**1. Premises and signs.** The body is a homogeneous, isotropic, linearly elastic cylinder $a\le r\le b$, with shear modulus $G$, Poisson ratio $\nu$ and $E=2G(1+\nu)$. The solid cylinder is the case $a=0$, $b=R$. There are no body forces and the curved surfaces are free. Tension is positive. Plane strain means $u_z=0$ with nothing depending on $z$. In Volterra's process (1907) a wedge of angle $\omega$ with its edge on the axis is removed, and the faces are brought together and welded. The Frank angle $\omega$ is positive for removed material. The face at $\theta=2\pi-\omega$ must turn forward by $\omega$. To first order the condition is imposed at $\theta=2\pi$:

$$u_\theta(r,2\pi)-u_\theta(r,0)=\omega r,\qquad u_r(r,2\pi)=u_r(r,0).$$

**2. Why the stress ignores the cut.** Adding the rigid rotation $\omega r\,\mathbf e_\theta$ to the sector $0<\theta<\beta$ moves the jump from $\theta=0$ to $\theta=\beta$ and changes no strain. Turning the whole solution by $\beta$ solves the same problem with the cut at $\beta$. Two finite-energy solutions with the same jump differ by a single-valued, unloaded field, which has no strain. So the polar components of strain and stress do not depend on $\theta$. Equilibrium then reads

$$\sigma_{\theta\theta}=\frac{d(r\sigma_{rr})}{dr},\qquad \frac{d(r^2\sigma_{r\theta})}{dr}=0 ,$$

and the free surface at $b$ gives $\sigma_{r\theta}=0$ everywhere.

**3. Where $\omega$ enters.** Use $\varepsilon_{rr}=\partial_r u_r$ and $r\varepsilon_{\theta\theta}=u_r+\partial_\theta u_\theta$. Integrating the second once round the axis gives $2\pi r\varepsilon_{\theta\theta}=\oint u_r\,d\theta+\omega r$. Differentiating in $r$, with $\oint\partial_r u_r\,d\theta=2\pi\varepsilon_{rr}$,

$$\frac{d(r\varepsilon_{\theta\theta})}{dr}-\varepsilon_{rr}=\frac{\omega}{2\pi}.$$

Local compatibility is the $r$-derivative of this relation and does not contain $\omega$. This is why a purely biharmonic treatment must return to the displacements to fix one coefficient.

**4. The radial equation.** With $\varepsilon_{zz}=0$, $\sigma_{zz}=\nu(\sigma_{rr}+\sigma_{\theta\theta})$ and $2G\varepsilon_{rr}=(1-\nu)\sigma_{rr}-\nu\sigma_{\theta\theta}$, and likewise with $r$ and $\theta$ exchanged. Put $s=\sigma_{rr}$, so $\sigma_{\theta\theta}=s+rs'$:

$$2G\varepsilon_{\theta\theta}=(1-2\nu)s+(1-\nu)rs',\qquad 2G\varepsilon_{rr}=(1-2\nu)s-\nu rs'.$$

In note 3 the terms in $s$ cancel, and those in $rs'$ add to $(1-2\nu)+2(1-\nu)+\nu=3(1-\nu)$. Thus $(1-\nu)(r^2s''+3rs')=G\omega/\pi$, or

$$r^2s''+3rs'=2D\omega,\qquad D=\frac{G}{2\pi(1-\nu)}=\frac{E}{4\pi(1-\nu^2)}.$$

The homogeneous solutions $r^m$ need $m(m+2)=0$, and $D\omega\ln r$ gives $-D\omega+3D\omega$. Hence $s=D\omega\ln r+C_1+C_2/r^2$.

**5. Solid cylinder.** The term $C_2/r^2$ has an energy density $\propto r^{-4}$, which is not integrable at the axis, so $C_2=0$. The condition $s(R)=0$ fixes $C_1$:

$$\sigma_{rr}=D\omega\ln\frac rR,\quad \sigma_{\theta\theta}=D\omega\Big[\ln\frac rR+1\Big],\quad \sigma_{zz}=\nu D\omega\Big[2\ln\frac rR+1\Big].$$

For $\omega>0$ the core is compressed, and the hoop stress is tensile outside $r=R/e$. Up to a rigid motion, $u_\theta=\omega r\theta/2\pi$ and $u_r=r\varepsilon_{\theta\theta}-\omega r/2\pi$. With $D/2G=1/[4\pi(1-\nu)]$,

$$u_r=\frac{\omega r}{4\pi}\Big[\frac{1-2\nu}{1-\nu}\ln\frac rR-1\Big].$$

At the rim $2\pi R\,u_r(R)=-\omega R^2/2$, exactly the area of the wedge removed. The mean dilatation vanishes.

**6. The Michell term.** For an Airy function $\chi(r)$, $\sigma_{rr}=\chi'/r$ and $\sigma_{\theta\theta}=\chi''$. The axisymmetric part of Michell's solution (1899), $\chi=A\ln r+Br^2\ln r+Cr^2$, gives $\sigma_{rr}=A/r^2+B(2\ln r+1)+2C$. Comparison with note 4 yields $B=D\omega/2$. The $r^2\ln r$ term alone leaves a traction on the surface, and the $r^2$ term is needed to cancel it: $\chi=\tfrac12D\omega r^2\ln(r/R)-\tfrac14D\omega r^2$. Since $\nabla^2\chi=D\omega[2\ln(r/R)+1]$ and $\nabla^2\ln r=2\pi\delta^{(2)}$, the defect is the point source $\nabla^4\chi=\frac{2G\omega}{1-\nu}\,\delta^{(2)}(\mathbf r)$.

**7. No end force.** Equilibrium gives $d(r^2\sigma_{rr})/dr=r(\sigma_{rr}+\sigma_{\theta\theta})$. The axial force $2\pi\nu\int(\sigma_{rr}+\sigma_{\theta\theta})r\,dr=2\pi\nu[r^2\sigma_{rr}]_a^b$ is therefore zero for any $a$, and symmetry excludes an end moment. Freeing the ends adds no uniform axial strain. By Saint-Venant's principle it disturbs only end zones of length comparable to the diameter.

**8. Energy, twice.** Apply the divergence theorem to $\tfrac12\sigma_{ij}\varepsilon_{ij}$ in the cut body. The curved surfaces carry no traction. The two faces have normals $\pm\mathbf e_\theta$ and contribute $\sigma_{\theta\theta}$ times the jump. Per unit length,

$$W=\tfrac12\,\omega M,\qquad M=\int_a^b\sigma_{\theta\theta}\,r\,dr=[r^2s]_a^b-\int_a^b rs\,dr=-\int_a^b rs\,dr .$$

The force on the cut, $\int\sigma_{\theta\theta}dr=[rs]_a^b$, is zero, so $M$ is a pure couple. With $\int_0^R r\ln(r/R)\,dr=-R^2/4$,

$$M=\frac{D\omega R^2}{4},\qquad W=\frac{D\omega^2R^2}{8}=\frac{G\omega^2R^2}{16\pi(1-\nu)}.$$

Directly, the density is $[\sigma_{rr}^2+\sigma_{\theta\theta}^2-\nu(\sigma_{rr}+\sigma_{\theta\theta})^2]/4G$. Over the disc $\ell=\ln(r/R)$ has averages $\langle\ell\rangle=-\tfrac12$ and $\langle\ell^2\rangle=\tfrac12$, so $\langle\ell^2+(\ell+1)^2\rangle=1$ and $\langle(2\ell+1)^2\rangle=1$. Then $W=\pi R^2D^2\omega^2(1-\nu)/4G$, the same value.

**9. The ring needs the third term.** The solid-cylinder field loads the surface $r=a$, so it does not describe a ring. Write $s=D\omega[\ln(r/b)+k(b^2/r^2-1)]$, which vanishes at $b$. It vanishes at $a$ if

$$k=\frac{a^2L}{b^2-a^2},\qquad L=\ln\frac ba ,$$

and then $\sigma_{\theta\theta}=D\omega[\ln(r/b)+1-k(b^2/r^2+1)]$. At the surfaces,

$$\sigma_{\theta\theta}(a)=D\omega\Big[1-\frac{2b^2L}{b^2-a^2}\Big],\qquad \sigma_{\theta\theta}(b)=D\omega\Big[1-\frac{2a^2L}{b^2-a^2}\Big].$$

The two integrals in $M$ are $\int_a^b r\ln(r/b)\,dr=-\tfrac14(b^2-a^2)+\tfrac12a^2L$ and $k\int_a^b(b^2/r-r)\,dr=a^2b^2L^2/(b^2-a^2)-\tfrac12a^2L$. So

$$M=\frac{D\omega N}{4(b^2-a^2)},\qquad W=\frac{D\omega^2N}{8(b^2-a^2)},\qquad N=(b^2-a^2)^2-4a^2b^2L^2 .$$

As $a\to0$, $k\to0$ and note 5 returns at fixed $r$. The energy falls short of $D\omega^2b^2/8$ by the fraction $a^2/b^2+4a^2L^2/(b^2-a^2)$, which is 0.86 per cent for $a=b/100$. Unlike a dislocation, the disclination needs no core cut-off in its energy. The limit is not uniform, however. At a small hole $\sigma_{\theta\theta}\simeq D\omega(1-2L)$, while the solid has $D\omega(1-L)$ at that radius. The logarithm is doubled, as for any hole in an equal biaxial stress.

**10. Golovin's bar.** Cut any sector out of the welded ring and keep the tractions on its ends. Its curved faces are free, and its ends carry a couple $M$ and no force. This is pure bending of a curved bar. Eliminating $D\omega=4M(b^2-a^2)/N$,

$$\sigma_{rr}=\frac{4M}{N}\Big[\frac{a^2b^2L}{r^2}+b^2\ln\frac rb+a^2\ln\frac ar\Big],$$

which is Golovin's solution (1881), here with $M>0$ increasing the curvature. The elastic constants have dropped out. A bar of angle $\alpha$ has its end sections turned relative to each other by $\omega\alpha/2\pi$. Since $u_\theta\propto r$, plane sections stay plane as a result and not by assumption. If the couple is applied with another distribution, the solution holds away from the ends.

**11. Plane stress changes the constant.** For a ring of small axial thickness $t$, take $\sigma_{zz}=0$ and $E\varepsilon_{rr}=\sigma_{rr}-\nu\sigma_{\theta\theta}$. Then $E\varepsilon_{\theta\theta}=(1-\nu)s+rs'$ and $E\varepsilon_{rr}=(1-\nu)s-\nu rs'$, and note 3 gives $r^2s''+3rs'=E\omega/2\pi$. All in-plane stresses, $M$ and $W$ carry over with

$$D\to D'=\frac{E}{4\pi}=(1-\nu^2)D .$$

These limits bracket the energy of a ring of any thickness with free ends. The plane-strain displacement has the right jump, so minimum potential energy makes its energy an upper bound. The plane-stress field $\tau$ is in equilibrium and frees every surface. With $S$ the compliance tensor, the true energy is at least $\int\tau:\varepsilon-\tfrac12\int\tau:S:\tau$, and the first integral is again $\omega$ times the couple of $\tau$. The lower bound is thus the plane-stress energy.

**12. Beam limit.** Let $\rho=(a+b)/2$, $h=b-a$, $\eta=h/2\rho$. Then $b^2-a^2=4\eta\rho^2$ and $2abL=4\rho^2(1-\eta^2)\,\mathrm{artanh}\,\eta=\rho^2(4\eta-\tfrac83\eta^3-\tfrac8{15}\eta^5-\dots)$. Factoring $N$ as a difference of squares,

$$M=\frac{D'\omega h^3}{6\rho}\Big(1-\frac{2\eta^2}{15}+\dots\Big),\qquad \sigma_{\theta\theta}(b),\,\sigma_{\theta\theta}(a)=D'\omega\Big(\pm2\eta-\frac43\eta^2+\dots\Big).$$

The leading terms are the straight-beam values $Eh^3\Delta\kappa/12$ and $\pm Eh\Delta\kappa/2$ for $\Delta\kappa=\omega/2\pi\rho$. The couple is corrected at relative order $\eta^2$, the surface stresses already at order $\eta$.

**13. Range of validity.**

- *Shape of the slit.* The faces must be radial, so that the gap is $\omega r$. A parallel-sided kerf closed face to face has a constant jump. That is a relative translation, an edge dislocation, whose stress varies with $\theta$. A gap $\omega r+\delta$ superposes the two defects.
- *Size of $\omega$.* The exact stretches are $\lambda_r=1+u_r'$ and $\lambda_\theta=(1+u_r/r)/(1-\omega/2\pi)$. With $\varepsilon=\lambda-1$, the right side of note 3 becomes $(1+\varepsilon_{rr})\,\omega/(2\pi-\omega)$. Neglected terms are of relative order $\omega/2\pi$ and of the order of the strain.
- *Core and yield.* In the solid, $\sigma_{\theta\theta}-\sigma_{rr}=D\omega$ at every radius, so a large $\omega$ yields the whole section. The difference $\sigma_{zz}-\sigma_{rr}=D\omega[\nu-(1-2\nu)\ln(r/R)]$ grows towards the axis, where linear elasticity always fails in a small core.
- *Growth with size.* The mean energy density $D\omega^2/8\pi$ does not depend on $R$, and no infinite-body limit exists.
- *Plane stress.* Here $\varepsilon_{zz}=-\nu(\sigma_{rr}+\sigma_{\theta\theta})/E$ has slope $-2\nu D'\omega/Er$. Keeping $\varepsilon_{rz}=0$ with $u_z=z\varepsilon_{zz}$ requires an extra $u_r=\nu D'\omega z^2/Er$, with $z$ counted from the mid-plane. The neglected stress is of order $\nu D'\omega t^2/4a^2$.
- *Flatness.* Let the section of a narrow ring of curvature $\kappa$ and natural curvature $\kappa_0$ turn uniformly by $\varphi$ about the centre line, towards a cone. The energy per length is $\tfrac12E[I_1(\kappa\cos\varphi-\kappa_0)^2+I_2\kappa^2\sin^2\varphi]$ with $I_1=th^3/12$ and $I_2=ht^3/12$. Its second derivative at $\varphi=0$ is $E\kappa[I_2\kappa-I_1(\kappa-\kappa_0)]$, and $(\kappa-\kappa_0)/\kappa=\omega/2\pi$. This mode is stable only for $\omega<2\pi t^2/h^2$.
- *Isotropy.* At fixed $\omega$ the energy rises with the stiffness tensor. A cubic tensor lies between the isotropic ones with the same bulk modulus $K$ and with $G$ equal to $C'=(C_{11}-C_{12})/2$ or $C_{44}$. Writing $D=G(3K+G)/[\pi(3K+4G)]$ then bounds $W$ for any grain orientation in a circular section.

The last point matters for a fivefold-twinned copper nanowire. Five twin wedges of angle $\arccos\frac13$ leave a gap $\omega=7.36^\circ=0.128$ rad, so $\omega/2\pi$ is 2.0 per cent. Typical polycrystal inputs $G\approx48$ GPa and $\nu\approx0.34$ give $D=11.6$ GPa, a surface hoop stress of 1.5 GPa and, for a circular section with $R=10$ nm, a model energy of 2.4 nJ/m. Approximate crystal constants $K\approx137$, $C'\approx24$, $C_{44}\approx75$ GPa put $D$ between 6.6 and 16.3 GPa and $W$ between 1.4 and 3.4 nJ/m. The isotropic figure is fixed only within that bracket.

**14. A slit steel ring, closed and welded.** Assume $a=100$ mm, $b=150$ mm, $t=10$ mm and a radial slit $\omega=1^\circ=0.01745$ rad, open by 1.75 mm at the bore and 2.62 mm at the rim. Typical steel inputs are $E\approx210$ GPa and $\nu\approx0.30$. In plane stress $D'=16.71$ GPa and $D'\omega=291.7$ MPa. The geometry gives $h=50$ mm, $\rho=125$ mm, $b^2-a^2=12500$ mm$^2$, $L=0.4055$, $k=0.3244$ and $N=8.288\times10^6$ mm$^4$.

| Quantity | Curved bar | Straight beam |
|---|---|---|
| $\sigma_{\theta\theta}(a)$, MPa | $-134$ | $-117$ |
| $\sigma_{\theta\theta}(b)$, MPa | $102$ | $117$ |
| radius where $\sigma_{\theta\theta}=0$, mm | $123.3$ | $125$ |
| couple $Mt$, N m | $483$ | $486$ |

The radial stress is extremal where $s'=0$, at $r=b\sqrt{2k}=120.8$ mm, with value $D'\omega[\tfrac12\ln 2k+\tfrac12-k]=-11.9$ MPa. The stored energy $\tfrac12\omega Mt$ is 4.2 J. Division by $1-\nu^2=0.91$ gives the plane-strain upper bound of 4.6 J. The neglected terms are small: $\omega/2\pi$ is 0.28 per cent, the plane-stress remainder is about 0.2 MPa, and the narrow-ring estimate of the coning threshold is 0.25 rad. For an assumed yield stress of 250 MPa, typical of mild steel, the bore stays elastic up to $\omega\approx1.9^\circ$.

These are the model's numbers for an ideal joint. A fusion weld typically leaves local residual stresses of the order of the yield stress, so next to the seam the model falls short by a factor of about two or more. Weld shrinkage also shifts the effective $\omega$ and $\delta$. Several widths $h$ away from the seam the local part has decayed, and the field above applies with the gap that the ring would show if the seam were cut out again, provided that gap is radial.